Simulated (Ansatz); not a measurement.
# MgAu: energy above lowest point and pressure against volume scale

Free energy against uniform scaling of the volume at fixed shape and fractions; periodic cell, basis, potentials, k mesh and filling as listed. The results are calculated, by Ansatz 0.2.0.

The cell before it is scaled or strained (space group Pm-3m, No. 221):
```
CELL_PARAMETERS angstrom
3.25900 0.00000 0.00000
0.00000 3.25900 0.00000
0.00000 0.00000 3.25900
ATOMIC_POSITIONS crystal
Mg 0.50000 0.50000 0.50000
Au 0.00000 0.00000 0.00000
```

Settings of every row: functional PBEsol; dispersion none; potentials PAW; wave cutoff 500 eV; density cutoff 2000 eV; k mesh 9x9x9; k shift 0x0x0; occupations fermi dirac; smearing width 0.1 eV; spin none.

Limits: coarse k mesh, up to 40 meV an atom off; no spin-orbit coupling, which can matter with elements this heavy.

| row | volume scale | V (Å³/atom) | energy above lowest point (meV/atom) | pressure (GPa) |
| --- | --- | --- | --- | --- |
| 1 | 0.88 | 15.23 | 90.6 | 15.9 |
| 2 | 0.92 | 15.922 | 36.8 | 9.29 |
| 3 | 0.96 | 16.615 | ? | ? |
| 4 | 1 | 17.307 | 0 | -0.05 |
| 5 | 1.04 | 17.999 | 7.6 | -3.33 |
| 6 | 1.08 | 18.692 | 27.8 | -5.92 |
| 7 | 1.12 | 19.384 | 58 | -7.97 |

Question: what energy above lowest point and pressure should row 3 give?

Worked fit of energy above lowest point. Take u = (V_r/V)^(2/3) − 1 with V_r = 17.653 Å³ an atom, which is twice the finite (Eulerian) strain; such expansions in the strain, on which the Birch-Murnaghan equation of state is built, carry the rest volume and the bulk modulus. The shown rows have u = 0.10343, 0.07122, 0.01328, -0.01286, -0.03741, -0.06046. Least squares give energy above lowest point = 2.03 − 294.86 × u + 10690.4 × u² + 4250 × u³ meV/atom; a parabola predicts inner rows, each left out in turn, worse (root mean square 0.73 against 0.025 meV/atom). All shown rows lie on it to the printed digit. Its lowest point lies at u = 0.0137, or V = 17.3 Å³ an atom, and the curvature there gives the bulk modulus at fixed shape and fractions, B = (4/9)(1 + u)² E″(u)/V = 91.9 GPa. The withheld row has u = 0.04123, so the fit gives 2.03 − 294.86 × (0.04123) + 10690.4 × (0.04123)² + 4250 × (0.04123)³ = 8.3 meV/atom.

The calculation gave 8.3 meV/atom. The fit meets it to the printed digit.

Worked fit of pressure. Take u = (V_r/V)^(2/3) − 1 with V_r = 17.653 Å³ an atom, which is twice the finite (Eulerian) strain; such expansions in the strain, on which the Birch-Murnaghan equation of state is built, carry the rest volume and the bulk modulus. The shown rows have u = 0.10343, 0.07122, 0.01328, -0.01286, -0.03741, -0.06046. Least squares give pressure = −1.785 + 124.805 × u + 399.47 × u² + 453.8 × u³ GPa; a parabola predicts inner rows, each left out in turn, worse (root mean square 0.079 against 0.012 GPa). The rows lie off it by 0.00, 0.00, 0.01, -0.01, 0.00, 0.00. The pressure vanishes at u = 0.0137, or V = 17.3 Å³ an atom, and there the bulk modulus at fixed shape and fractions is B = −V dP/dV = (2/3)(1 + u) dP/du = 91.9 GPa. The withheld row has u = 0.04123, so the fit gives −1.785 + 124.805 × (0.04123) + 399.47 × (0.04123)² + 453.8 × (0.04123)³ = 4.07 GPa.

The calculation gave 4.07 GPa. The fit meets it to the printed digit.
